## Question

A process engineer watches a computer relax a crystal of lutetium phosphide, LuP. At each step the program moves the atoms and changes the cell, then prints the pressure P, the volume V per atom and the largest force F on an atom. The engineer would like to judge from these figures how much energy could still be gained by going on. The table shows such a run, calculated with the PBEsol functional, with energies counted from its last step. The name "PbO type" in its heading is only a label of the starting cell, which is much flatter than that of PbO itself. LuP normally has the rocksalt structure, so the end of this run is not its ground state.

Relaxation of cell and atoms for LuP from a four-atom starting cell of the PbO type, calculated with Ansatz 0.2.0 using PBEsol, plane waves and PAW, scalar-relativistic and without spin polarization. The plane-wave cutoff is 420 eV, the k-point mesh 6×6×10 and the Gaussian smearing 0.05 eV. Pressure is positive in compression.

```tsv
step	energy above the end (meV/atom)	largest force (eV/Å)	pressure (GPa)	volume (Å³/atom)
1	3.79	0.035	-0.05	18.976
2	3.00	0.046	0.52	18.879
3	5.03	0.018	0.37	18.861
4	7.07	0.013	-2.75	19.593
5	1.48	0.041	-0.09	18.990
6	1.21	0.083	-0.23	18.893
7	0.23	0.004	-0.36	19.007
8	0.05	0.002	-0.05	18.935
9	0.04	0.000	0.00	18.922
10	0.00	0.000	0.01	18.922
```

(a) Derive an estimate of the remaining energy from the pressure, simple enough for pencil and paper.

(b) Find the stiffness it needs from the pressure and volume of step 4. Then estimate the energies of steps 4 and 3 and compare them with the table.

(c) Explain the outcome, and say what should be small before the run is stopped.

## Model answer

**(a)** Suppose first that the cell differs from its final state only in size. For a small change of volume ΔV the pressure grows in proportion to it, P = −B ΔV/V, where the bulk modulus B is the stiffness against a change of volume. On the way from the end of the run to the strained cell the pressure, positive or negative, builds up evenly from zero, so its average is half the final value. The energy stored per atom is therefore half of pressure times volume change:

energy ≈ ½ |P| |ΔV| = P² V / (2B)

With P and B in GPa and V in Å³ per atom, division by about 160 turns the result into eV. The rule for the hand is then energy ≈ 3.12 P² V / B, in meV per atom. Twice the pressure means four times the energy, and at equal pressure and volume a material half as stiff stores twice as much.

**(b)** At step 4 the cell is too large by 19.593 − 18.922 = 0.671 Å³ per atom, and the negative pressure shows that it pulls inwards. This gives the stiffness, and with it the coefficient of the rule for this crystal:

B ≈ 2.75 × 18.922 / 0.671 ≈ 78 GPa

energy ≈ 0.76 P² meV per atom, with P in GPa

For step 4 the rule gives 0.76 × 2.75² ≈ 5.7 meV per atom, about four fifths of the 7.07 in the table. The pressure and volume of this step, together with the final volume, fixed the stiffness, but the energy of the step did not enter. The comparison therefore tests whether a change of size, with pressure in proportion, accounts for the energy. During a run the final volume is not yet known, so the stiffness must then come from elsewhere, for instance from a bulk modulus known for the same or a similar structure.

For step 3 the rule gives 0.76 × 0.37² ≈ 0.10 meV per atom. The table has 5.03. The estimate finds only about 2% of the energy.

**(c)** The pressure tells how the energy changes along only one of the ways in which this crystal can relax. The cell is tetragonal: two equal edges a and a third edge c. Its symmetry leaves three things free: the volume, the ratio c/a, and the height of one pair of atoms along c. The rule covers the first of them.

The force tells how far the height is from the one that suits the cell of the moment. The energy of this misfit grows as the square of the force, for the same reason as with the pressure. To give the force as much weight as possible, charge the whole energy of step 6, where the force is largest, to this one motion. If the atoms are held equally stiffly at step 3, the force there accounts for at most 1.21 × (0.018/0.083)² ≈ 0.06 meV per atom.

Size and height together thus explain very little of step 3, and the ratio c/a remains. The printed pressure is the average of the stresses along the three edges. A cell squeezed along c and stretched along a can have an average near zero and still store energy, much as a block can be deformed at constant volume. This is an inference by elimination, which the separate stresses at step 3 would test. Small errors that change with the cell, from the plane-wave basis or the mesh, may also contribute.

Before stopping, the engineer should therefore ask for small forces and for a small stress along each edge, not just a small average. The end of this run meets that demand: the stress along every edge is below 0.02 GPa.

## Remarks on the reasoning

The clearest warning is a pair of steps with the same pressure. Steps 1 and 8 both show −0.05 GPa, yet they lie 3.79 and 0.05 meV per atom above the end. No formula that uses the pressure alone can tell them apart. A good answer notices this before trying to improve the coefficient.

Nor does a small force settle the matter. Step 3 has less than a quarter of the force of step 6 but about four times its energy. A weak force usually means that the atoms sit comfortably in the cell of the moment, but that cell may still have the wrong shape.

Over the whole run the rule misses by 2.3 meV per atom (root mean square), which is large beside energies of at most 7. Seven steps lie more than 0.1 meV per atom above the end, and only at step 4 does the rule find at least half of the energy. It is best read as a rough lower estimate: it counts only what the pressure reveals, and a wrong shape or height can hide more.

A more flexible formula does not cure this. A least-squares fit to all ten steps, with free coefficients for the squares of pressure and force, still misses step 3 by 4.8 meV per atom. The fit also leans heavily on single steps: when each step is predicted from the other nine, the root-mean-square miss rises from 2.0 to 28.6 meV per atom. Step 4, with by far the largest pressure, carries most of the weight.

Limiting cases tell when the rule can be trusted. In a rocksalt crystal that keeps its cubic symmetry, the edges are equal and every atom is fixed in place, so only the volume is free. Near the end of such a relaxation the pressure carries the whole story. A tetragonal distortion adds the shape, and a free atomic height adds the force. The more freedom the symmetry leaves, the less a small pressure guarantees.

The rule also assumes that pressure and volume change stay proportional, which holds only for small strains and can fail when the shape or the height is wrong as well. At step 6 the cell is smaller than at the end, yet its pressure is negative. Here the largest change of volume is 3.5%, at step 4, and this is also the one step where the wrong size dominates the energy. The success of the rule thus rests on a single case.

Numerical output:

```
stiffness from step 4 (GPa): 77.55
stiffness from step 7, for comparison (GPa): 80.14
coefficient of the rule (meV/atom per GPa squared): 0.7615
energies in meV/atom, volume change in angstrom^3/atom:
  row  volume change  half P times dV  rule from P squared  ceiling of force part   left over
    1          0.054         0.008426             0.001904                 0.2152       3.573
    2         -0.043          0.06978               0.2059                 0.3717       2.422
    3         -0.061          0.07044               0.1042                0.05691       4.869
    4          0.671            5.759                5.759                0.02968       1.282
    5          0.068           0.0191             0.006168                 0.2953       1.179
    6         -0.029         -0.02082              0.04028                   1.21    -0.04028
    7          0.085           0.0955              0.09869                0.00281      0.1285
    8          0.013         0.002028             0.001904              0.0007026     0.04739
    9              0                0                    0                      0        0.04
   10              0                0            7.615e-05                      0  -7.615e-05
volume change of step 4 against the end (percent): 3.546
share of the energy given by the rule, step 4 (percent): 81.45
share of the energy given by the rule, step 3 (percent): 2.072
share of the energy given by the rule, step 7 (percent): 42.91
pressure the rule would need for the energy of step 3 (GPa): 2.57
rms miss of the rule over all steps (meV/atom): 2.274
steps more than 0.1 meV/atom above the end: 7
of these, steps where the rule gives at least half the energy: 1
force of step 6 over force of step 3: 4.611
energy of step 3 over energy of step 6: 4.157
fit of dE on 10 rows: coefficient of P**2 0.9454 +/- 0.3, coefficient of F**2 398.8 +/- 300; rms 2.01, worst 3 -4.77, leave-one-out rms 28.6
```
